Question: I'm looking at the orbital energies of a small tungsten oxide molecule, W₂O₆, computed with different shares of exact exchange mixed into the PBE functional. The atoms stay where they are and no electron is added or removed, yet the gap changes a great deal, and by quite uneven steps from row to row. What does exact exchange do to the two levels, and is any of these rows odd?

Restricted Kohn–Sham calculations with Ansatz 0.2.0 for an isolated, neutral singlet W₂O₆ molecule, all at the same PBE-D4/def2-SVP geometry. The given percentage of PBE exchange is replaced by exact exchange, with PBE correlation throughout. The basis is def2-SVP with a def2 core potential on tungsten, and spin-orbit coupling is left out.

```
exact exchange (%)  homo (eV)  lumo (eV)  homo lumo gap (eV)
                 0     -8.163     -5.818               2.345
                10     -8.847     -5.576               3.271
                15     -9.192     -5.452               3.741
                25     -9.888     -5.197               4.691
                40    -10.944     -4.802               6.142
```

Answer: None of the rows is odd. The share of exact exchange is raised in unequal steps, so the gap also grows in unequal steps. From 10 to 15 % it rises by 3.741 − 3.271 = 0.470 eV and from 25 to 40 % by 6.142 − 4.691 = 1.451 eV, but per 1 % of exchange that is 0.094 and 0.097 eV, nearly the same. What needs explaining is a steady opening in which the HOMO (the highest filled orbital) sinks and the LUMO (the lowest empty one) climbs at every step.

Start with the limit of a single electron. It has no partner and should feel no electronic repulsion at all. A density functional, however, computes repulsion from the total electron density, which includes the electron's own charge, and the exchange term has to take this self-repulsion out again. Exact exchange does so completely. PBE exchange does so only in part, and the filled level is left too high.

Now take a molecule with many electrons at the other limit, where all the exchange is exact. An electron in a filled orbital is then repelled by all the electrons except itself. An extra electron in an empty orbital would be repelled by every electron present, because none of them is itself. PBE can't make this distinction: its exchange potential depends on position only and acts on filled and empty orbitals alike. It is a compromise that holds filled levels too high and empty ones too low, and each portion of exact exchange undoes part of it.

The other levels of the same calculations fit this picture. Between 0 and 15 % exchange, the 18 uppermost filled levels, as many as six oxygen atoms have 2p orbitals, all fall by 0.9 to 1.2 eV. The deepest oxygen 1s level falls by 7.5 eV, as theory leads one to expect, since charge packed into a small space repels itself most strongly. Over the same range the eight lowest empty levels all rise, by 0.4 to 0.5 eV. Among all these levels, the filled ones go down and the empty ones go up.

The nearly straight course follows from how the functional is mixed. With x for the exact exchange in per cent, the operator that fixes the orbital energies is

F(x) = F(PBE) + (x/100) · (K − v)

Here K is the exact-exchange operator and v is the PBE exchange potential that it replaces. If the orbitals and the electron density respond only gently, each level moves in proportion to x, and so does the difference between two levels:

gap(x) ≈ gap(0) + s · x

The slope s is the gap opening per 1 % of exchange. It contains the direct effect of K − v on the two orbitals and the first, proportional response of the density.

A least-squares line through the rows at 0, 10 and 15 % gives gap(0) = 2.344 eV and s = 0.0930 eV. For 40 %, a row that was not used in the fit, it predicts

2.344 + 0.0930 · 40 = 6.064 eV

The full calculation gives 6.142 eV. The line is too low by 0.078 eV, about 2 % of the whole growth of the gap. It falls short because the slope itself creeps up, by 4 to 5 % from the first interval to the last. Since the operator is linear in x by construction, the good agreement is no test of the self-repulsion picture. It is what one expects if the orbitals adjust smoothly, and it gives no sign of a new electronic state taking over on the way.

The two levels don't share the work equally. Over the whole range the HOMO falls by 2.78 eV and the LUMO rises by 1.02 eV, so almost three quarters of the opening comes from the filled side. A possible reason, which I haven't tested, lies in the character of the orbitals. Formal counting, with W⁶⁺ and O²⁻ ions, leaves tungsten with no 5d electrons, so the HOMO should be mainly compact oxygen 2p and the LUMO mainly more diffuse tungsten 5d, where swapping one kind of exchange for the other matters less.

For practical use, a gap of this kind means little unless the share of exact exchange is quoted with it: the same molecule in the same shape has 2.3 eV at one end of the table and 6.1 eV at the other. A wider gap isn't automatically a better one. To choose a share, compare the HOMO with minus the ionisation energy and the LUMO with minus the electron affinity, both taken with the atoms held in place, and look for the share at which they agree best. Even then the gap describes removing and adding an electron. The energy at which the molecule absorbs light is normally lower, because the excited electron and the hole it leaves behind attract each other.
